The polarisabilities of these molecules are close to sums of atomic shares, and the rule breaks where π bonds appear. The seven molecules without π bonds keep to such a sum within 5 %. Three of the four with π bonds, C12H3F7, C12H12F2N4 and C34F6, lie 19 to 38 % above it. The fourth, the pyridinium ion pair C11H18BF4N, exceeds it so little that the effect shows clearly only beside a saturated twin.

PySCF 2.14.0, wB97X-D/6-31G(d) with density fitting, for neutral singlet molecules and ion pairs in the gas phase at GFN2-xTB geometries. Polarisabilities are averages over directions, with core orbitals frozen and virtual orbitals above the cutoff left out of the response; a cutoff of 99 Eh means that no virtual orbitals were left out.

| system | virtual orbital cutoff | formula | atoms | polarisability (bohr^3) | homo lumo separation (eV) |
| --- | --- | --- | --- | --- | --- |
| CCC(F)(F)C(F)(F)C(F)(F)C(F)(F)C(F)(F)C(F)(F)F | 1.5 Eh | C8H5F13 | 26 | 79.30 | 14.090 |
| CCCCCCC(F)(F)C(F)(F)C(F)(F)F | 1.5 Eh | C9H13F7 | 29 | 91.50 | 14.570 |
| CCCCCCC(F)(F)C(F)(F)C(F)(F)C(F)(F)F | 1.5 Eh | C10H13F9 | 32 | 102.20 | 14.080 |
| CCCC[N+]1(C)CCCC1.F[B-](F)(F)F | 1.5 Eh | C9H20BF4N | 35 | 106.20 | 12.910 |
| Fc1cc(F)c(-c2c(F)cc(F)c(F)c2F)cc1F | 99 Eh | C12H3F7 | 22 | 119.50 | 9.300 |
| CCCCCC[n+]1ccccc1.F[B-](F)(F)F | 1.5 Eh | C11H18BF4N | 35 | 125.30 | 9.200 |
| CCCCCC[N+]1(C)CCCC1.F[B-](F)(F)F | 1.5 Eh | C11H24BF4N | 41 | 127.50 | 12.920 |
| CCCCCCCC[N+]1(C)CCCC1.F[B-](F)(F)F | 1.5 Eh | C13H28BF4N | 47 | 149.20 | 12.910 |
| CN(C)c1c(F)c(F)c(C#N)c(C#N)c1N(C)C | 99 Eh | C12H12F2N4 | 30 | 153.50 | 7.670 |
| F[C@]12[C@@H]3C[C@H]4C[C@H]5[C@@H]3C[C@]36C[C@H]7C[C@H]([C@H]8C[C@]1(C4)[C@]5(F)[C@]3(F)[C@H]8C7)[C@@]62F | 1.5 Eh | C22H24F4 | 50 | 187.70 | 13.130 |
| C34F6 | 1.5 Eh | C34F6 | 40 | 275.90 | 4.580 |

## From the fluorinated chains to the butyl ion pair

The polarisability $\alpha$ is the dipole that an electric field induces, divided by the strength of the field; the table gives its average over directions. Two limiting cases show what it can tell about bonding. If every electron is tied to its own atom or bond, each piece of the molecule makes its own small dipole, and the dipoles add. If electrons can run through the whole molecule, the field carries charge from one end to the other, and along a chain the response then grows much faster than the number of atoms.

The first four rows belong to the first limit. Their electrons sit in single bonds or in lone pairs, and neither kind can shift far. Lengthening such a molecule by one unit should therefore add a fixed amount. From C9H13F7 to C10H13F9 one CF2 unit adds 10.7 bohr³, and further down the table a CH2 unit adds nearly the same.

That fluorine counts for about as much as hydrogen may surprise, since it brings seven valence electrons instead of one. What matters is how loosely electrons are held, and fluorine holds its own very tightly. The comparison rests on one pair of molecules in one conformation each, so the near equality shouldn't be read as exact. It does justify a very simple bookkeeping, in which carbon carries the large share and hydrogen and fluorine carry a common small one:

$$\alpha \approx a\,N_\text{heavy} + b\,N_\text{light}$$

Here $N_\text{heavy}$ counts carbon, nitrogen and boron, and $N_\text{light}$ counts hydrogen and fluorine. Nitrogen and boron are treated as carbon because one atom of each together has as many electrons as two carbons. A least-squares fit to the seven rows without π bonds gives $a = 6.56$ and $b = 1.55$ bohr³, and the fitted rows are met within 3 %. The model makes a CH2 unit worth $6.56 + 2 \times 1.55 = 9.66$ bohr³, about a tenth less than the calculation, so it would drift off for much longer chains.

The two constants shouldn't be taken as properties of real atoms. In the chains and the pyrrolidinium pairs, heavy and light atoms increase together, and only the cage C22H24F4 separates their shares. A second model therefore starts from rough, recalled atomic values: 7.2 bohr³ for saturated carbon, also used for nitrogen and boron, 2.6 for hydrogen and 2.0 for fluorine. One common factor, fitted to the same seven rows, comes out at 0.80.

A factor below one is in keeping with a basis without diffuse functions, which makes every polarisability in the table too low. The cut of the virtual orbitals in these seven rows probably lowers the factor further. The second model meets the seven rows within 5 %. Where the two models disagree about a break, its size is given below as a range.

## The first break: C12H3F7

With 22 atoms, C12H3F7 is the smallest molecule of the table, yet it is more polarisable than the butyl ion pair with 35. Part of this is composition, because twelve of its atoms are carbon. The two models allow for that and still fall short by 25 to 33 bohr³. Relative to the models, the molecule is 27 to 38 % too polarisable.

What sets it apart is a pair of aromatic rings. The π electrons of a ring lie above and below the plane of the atoms, where the nuclei hold them less firmly than the electrons of single bonds. They also belong to the ring as a whole, so a field along the plane can move charge from one side to the other. Both features take the molecule a step from the first limiting case towards the second.

The response in different directions fits this picture. The same calculation gives 179 bohr³ along the most polarisable axis and only 68 along the least, a ratio of 2.6. In the saturated rows this ratio runs only from 1.25 to 1.34. A flat skeleton of single bonds would also respond unevenly, so the ratio supports the π explanation without proving it.

One setting weakens the figure for this row. Here all virtual orbitals took part in the response, while in most other rows those above 1.5 Eh were left out. Such a cut generally lowers the polarisability, so an unknown part of the excess may come from the setting. The same holds for C12H12F2N4. The other two molecules with π bonds were calculated with the cut and still lie above the models, so the setting can't explain the pattern as a whole.

## A matched pair: pyridinium and pyrrolidinium

The next two rows are almost a controlled experiment. Both are ion pairs with a hexyl chain, the same anion and the same virtual cutoff. C11H24BF4N has a saturated five-membered ring with a methyl group on the nitrogen, C11H18BF4N an aromatic six-membered ring, and the aromatic pair has six hydrogens fewer. Losing them should lower the polarisability by 9 to 12 bohr³ according to the two models.

The calculated drop is only 2.2 bohr³. The aromatic ring has thus made good most of the loss, some 7 to 10 bohr³. Set directly against the models, the pyridinium pair lies a mere 5 % too high. That is little more than the worst misfit of the saturated rows in the second model, though well above the worst one in the first. It takes the twin to bring the effect out.

The break is small partly because it is diluted: one ring shares the total with a long chain and an anion. The positive charge of the ring probably reduces it further by holding the π electrons more tightly. No neutral ring with the same chain is at hand to test this.

## The octyl pair and C12H12F2N4

The octyl pair C13H28BF4N shows how regular the saturated pattern is. Each CH2 unit adds 10.65 bohr³ between the butyl and hexyl pairs and 10.85 between hexyl and octyl. A new unit at the end of the chain hardly notices how long the chain already is. In a chain of alternating double and single bonds each new unit would at first add more than the one before, because it lengthens the path open to all the π electrons.

C12H12F2N4 comes next with 153.5 bohr³, although it has 17 atoms fewer than the octyl pair. The two values are close and were obtained with different virtual cutoffs, so their order isn't certain. The break itself is much larger than that difference: 27 to 33 bohr³, or 21 to 27 % above the models. Counting its four nitrogens as carbon rather flatters the models, since nitrogen is the less polarisable atom.

This molecule has only one ring, yet its excess is about as large as that of the two rings in C12H3F7. One likely reason is that its two cyano groups bring π bonds of their own. The ring also carries two amino groups, which donate electrons, while the cyano groups accept them. The highest occupied orbital is heaviest on the amino nitrogens, the lowest empty one on the ring carbons that bear the cyano groups. A field can thus shift charge over a region wider than the ring, which probably contributes to the large excess.

## The saturated cage C22H24F4

At first sight the cage looks like another break. It has 3.75 bohr³ per atom, while the chains and the pyrrolidinium pairs all have between 3.0 and 3.2. But it has no π bonds, and its higher value has a plainer origin. Every ring that closes costs two hydrogens, so a molecule with many rings is richer in carbon.

The additive picture takes care of this. The first model matches the cage almost exactly, but that is no test, because the cage is the row that fixed the balance between its two constants. The second model has a single constant shared by seven rows and still comes within 3 %. Closing rings of single bonds therefore brings no excess of the size seen in C12H3F7.

## The largest break: C34F6

C34F6 is a carbon cage that carries two CF3 groups. It wasn't used in either fit, so the model can be tried on it in full:

$$\alpha \approx 34 \times 6.56 + 6 \times 1.55 \approx 232\ \text{bohr}^3$$

The calculation gives 275.9 bohr³, which is 43.5 bohr³ or 19 % more. The second model puts the excess at 70 bohr³, or 34 %. The models differ so much here because the molecule is nearly all carbon, and any doubt about the carbon share is multiplied by 34.

The value per atom tells a more dramatic story, and a misleading one. At 6.90 bohr³ it is about twice that of the saturated molecules. Yet between 52 and 71 % of this rise is already in the additive models, because C34F6 has few light atoms to pull the average down. Only the remainder is left for the π electrons.

The small separation between the highest occupied and lowest empty orbitals can mislead in the same way. Consider the limit in which every electron responds at exactly this energy: the polarisability per electron would then go as the inverse square of the separation. Compared with the saturated cage, C34F6 would gain a factor of $(13.13/4.58)^2 \approx 8$. The calculated polarisability per valence electron is only about 1.2 times that of the saturated cage, which shows how far C34F6 is from that limit. Most of its electrons sit in single bonds or deeper levels and respond at much higher energies, whatever the frontier orbitals do.

The shape of the response also differs from that of the molecules with flat rings. The ratio of largest to smallest principal value is only 1.38, barely above the saturated range. On a cage the π electrons can move along the surface in every direction, so no axis is left with a poor response. The small separation is also a warning that the closed-shell state may not be the ground state, and the size of this break holds for that state alone.

## What the pattern means for devices

In insulators between the wires of a chip, a low electronic polarisability per volume keeps the permittivity down. Single-bonded fluorocarbon units suit this purpose: a CF2 unit is about as polarisable as a CH2 unit here, but it takes up more room. π-bonded units work against it. In ionic liquids used to gate a transistor, the charging comes mainly from the motion of whole ions, which these polarisabilities don't describe.
